## The low-energy end of a plasmon peak

A fast electron that crosses a thin crystal gives up some of its energy to the electrons inside. The loss function tells how readily the crystal accepts a given amount, which the table calls the loss energy. It equals −Im(1/ε), where ε is the dielectric function, the factor by which the crystal weakens an electric field. The crystal here is hexagonal diamond, in which each carbon atom has four neighbours, as in ordinary diamond. Its loss spectrum was computed in the random-phase approximation, which leaves out the attraction between an excited electron and the hole it leaves behind. The spectrum is one very wide peak, and the question is what becomes of that peak at the lowest energies, where three results are withheld.

Loss function of hexagonal diamond, computed with Yambo 5.3.0 in the random-phase approximation on PBE states from Quantum ESPRESSO, without quasiparticle corrections. The momentum transfer is 1/12 of a reciprocal lattice vector and the damping is 0.3 eV. The runs use a 12×12×8 k-mesh, 38 bands and a 3 Ry cutoff for the screening matrix.

```csv
row,loss function,loss energy (eV)
1,?,?
2,?,?
3,?,?
4,0.006,5.02
5,0.016,6.83
6,0.024,8.43
7,0.050,10.24
8,0.075,11.85
9,0.138,13.65
10,0.158,15.26
11,0.254,16.87
12,0.298,18.67
13,0.436,20.28
14,0.587,22.09
15,0.849,23.69
16,1.207,25.50
17,1.352,27.11
18,1.493,28.71
19,1.996,30.52
20,2.246,32.13
21,2.058,33.94
22,2.099,35.54
23,1.612,37.35
24,1.199,38.96
25,0.859,40.76
26,0.757,42.37
27,0.580,43.98
28,0.462,45.78
29,0.343,47.39
30,0.299,49.20
```

### The top of the peak

Row 20, at 32 eV, has the largest loss in the table; the true maximum lies slightly higher, at 32.7 eV. Consider first the limit in which the energy is so large that the electrons hardly notice their bonds. Pushed aside together, they leave positive charge behind, are pulled back, and overshoot. This collective oscillation is the plasmon, and for free electrons its energy depends on their density alone. Four valence electrons per carbon atom give 31.2 eV.

The agreement supports reading the peak as an oscillation of all the valence electrons, not as the jump of one electron between two levels. The remaining 1.5 eV should not be assigned to a single cause. Binding raises the energy of the oscillation, and so does a finite momentum transfer. The momentum used here is only one twelfth of a reciprocal lattice vector, so its share is expected to be small.

### Why the peak is wide

At half its height the peak reaches from about 25 to 39 eV, a width of some 14 eV. The calculation contains an artificial damping of 0.3 eV, far too little to produce this. The standard explanation is that the plasmon decays. It hands its energy to single electrons, each of which jumps from a filled to an empty state and leaves a hole behind. Near 32 eV there are very many such electron-hole pairs to choose from, so the oscillation dies quickly, and a short-lived oscillation has a poorly defined energy.

The simplest description of such a peak is an oscillator with constant friction,

L(E) = A E / [(E² − Eₚ²)² + Γ²E²],

where L is the loss function, E the loss energy, Eₚ the energy of the peak, Γ its width and A its strength. With Eₚ held at 32.7 eV, a least-squares fit of A and Γ to the 27 known rows gives a width of 13 eV. The curve follows the peak roughly. At row 4, which was part of the fit, it gives nearly ten times the loss in the table.

The failure shows where the picture breaks down. Constant friction assumes that an oscillation forced at 5 eV finds as many ways to lose energy as one at 32 eV. In an insulator the supply of electron-hole pairs runs out as the energy falls towards the gap, and the friction goes with it. Higher up, the curve misses for a different reason. The computed absorption is strongest at 11.4 eV, where pairs are plentiful, yet the loss near that energy is below 0.1 and the fitted curve at row 8 is about twice too high. Electrons that respond so strongly also weaken the field that drives them: the loss cannot exceed one over the imaginary part of ε, which peaks at 14.6 there and so allows about 0.07. Close to the gap, the foot of the fitted curve is friction borrowed from the peak and used where little of it is left.

### Below the gap

Now take the opposite limit. The band gap is the smallest energy that lifts an electron from a filled to an empty state, and in this calculation it is 3.43 eV. With the attraction between electron and hole left out, no pair can be made below it, so a perfect crystal at rest should show no electronic loss there at all. This smallest jump also changes the electron's momentum. Without such a change the smallest jump is about 4.8 eV, and at the small momentum transfer used here the loss is expected to begin near that value. The density functional used normally makes gaps too small, so in the real crystal the range without electron-hole pairs should be wider.

A calculated spectrum is not quite so clean, because the damping smears every piece of loss over neighbouring energies. Each piece becomes a Lorentzian, a narrow line with long weak tails. In a response that obeys cause and effect, the loss is an odd function of energy: every line at E′ has a negative mirror image at −E′. Far from the line the two tails together give

L(E) ≈ (4ηE/π) ∫ L(E′) E′ / (E′² − E²)² dE′,

where η is the damping, taken here as 0.3 eV. At zero energy the tails cancel, and above it their sum grows at first in proportion to E.

Row 3 can be estimated by hand. The loss energies are almost evenly spaced, and a straight line through the known ones puts this row at about 3.4 eV. Imagine all the loss gathered at Eₚ. Its total weight is fixed by an exact relation: the integral of L/E equals (π/2)(1 − 1/ε₀), where ε₀ is the static dielectric constant, 5.31 at this momentum. Since 1 − 1/5.31 = 0.81, the tail is

L ≈ 2 × 0.81 × η × E / Eₚ² = 2 × 0.81 × 0.3 × 3.4 / 32.7² ≈ 0.0015.

Much of the loss lies below the peak, closer to row 3, and so counts for more. Summing the integral over rows 5 to 30 takes this into account and raises the estimate to 0.0026. The tabulated loss is already smeared once, so even this sum is approximate.

Row 4 was left out of the sum and can serve as a test. The sum gives 0.0048 there, against 0.006 in the table. The loss at 5 eV therefore appears to be mostly smearing, with little real absorption.

### The forecasts

The error bar on each loss is half the forecast plus half a unit of the last printed digit. It allows for the coarse sum, the double smearing and some doubt about what exactly the damping of 0.3 eV means. The energies should be good to about 0.1 eV.

- **Row 1:** about 0.0 eV, loss 0.000, at most 0.001.
- **Row 2:** about 1.7 eV, loss 0.001, range 0.000 to 0.002.
- **Row 3:** about 3.4 eV, loss 0.003, range 0.001 to 0.004.

The withheld rows as computed:

```csv
row,loss function,loss energy (eV)
1,0.004,0.00
2,0.004,1.61
3,0.004,3.41
```

### One hit and two misses

The energies came out as forecast. The losses did not: all three are 0.004. Row 3 falls at the upper edge of its range, while rows 2 and 1 lie clearly outside theirs, 0.003 and 0.004 above the forecasts. More telling than the size of these misses is their pattern. The forecast rises from zero, and the computed loss is flat.

Row 1 is the one to examine, because there the physics leaves no freedom. At zero energy the field does not change in time, and a constant field cannot keep feeding energy into an insulator. The true loss function must vanish there, whatever the crystal's bands look like. The computed 0.004 is therefore a product of the calculation, not a property of hexagonal diamond.

Its likely origin is the sign of the mirror image. Some forms of the response, called time-ordered, are even in energy, so that the tails from E′ and −E′ add where they should cancel. An even function starts out flat, as the three rows do. Its size at zero energy can be estimated too, but not from the plasmon peak. In the causal form it makes no difference whether the damping acts on the pairs or on the finished loss, but in the even form it does. Smearing the finished loss, gathered at Eₚ, would give 0.81 × 0.3 / 32.7 ≈ 0.007, nearly twice row 1. The damping is instead expected to act on the single electron-hole pairs, before screening turns their response into a plasmon. Imagine all the absorption gathered at its peak, E₀ = 11.4 eV. The imaginary part of ε at zero energy is then (ε₀ − 1)η/E₀, and dividing it by ε₀² gives the loss:

L(0) ≈ (ε₀ − 1) × η / (E₀ × ε₀²) = (5.31 − 1) × 0.3 / (11.4 × 5.31²) ≈ 0.004.

This agrees with the computed value, with the damping taken as stated. Still, the estimate is rough, since it puts all the absorption at one energy. It was also made after seeing the answer, and the listed settings do not confirm the sign. The explanation fits the three rows, but it is not proved.

If it is right, the hit at row 3 owes more to luck than to the model. The same holds for the test at row 4. A single row some way above zero cannot reveal the sign of the mirror image, because a tail of the wrong form can still come out near the right size there. The error bars allowed for a tail of the wrong size but not for one of the wrong form, and so they were too narrow.

### What survives

The main argument concerned the friction, and it holds where it can be tested. Continued down to row 3, the oscillator with constant friction would give a loss of 0.038, about nine times the computed value. At row 2 it would give 0.019, still more than four times too much. The width of the plasmon does not carry over into the gap, because the pairs that cause it are absent there. Row 1 cannot serve as a test, since the oscillator's loss vanishes at zero energy in any case.

For someone who uses such spectra, the gap is the first thing to mark on the energy axis. Well above it, the loss reflects the crystal's electrons, and the width of the peak shows how easily the plasmon decays. Below it, a small computed loss such as the 0.004 found here should not be read as absorption, nor as a sign of defects, which this perfect crystal does not contain. A repeat with a smaller damping would check this directly: a loss that comes from smearing shrinks with the damping, while real absorption stays.
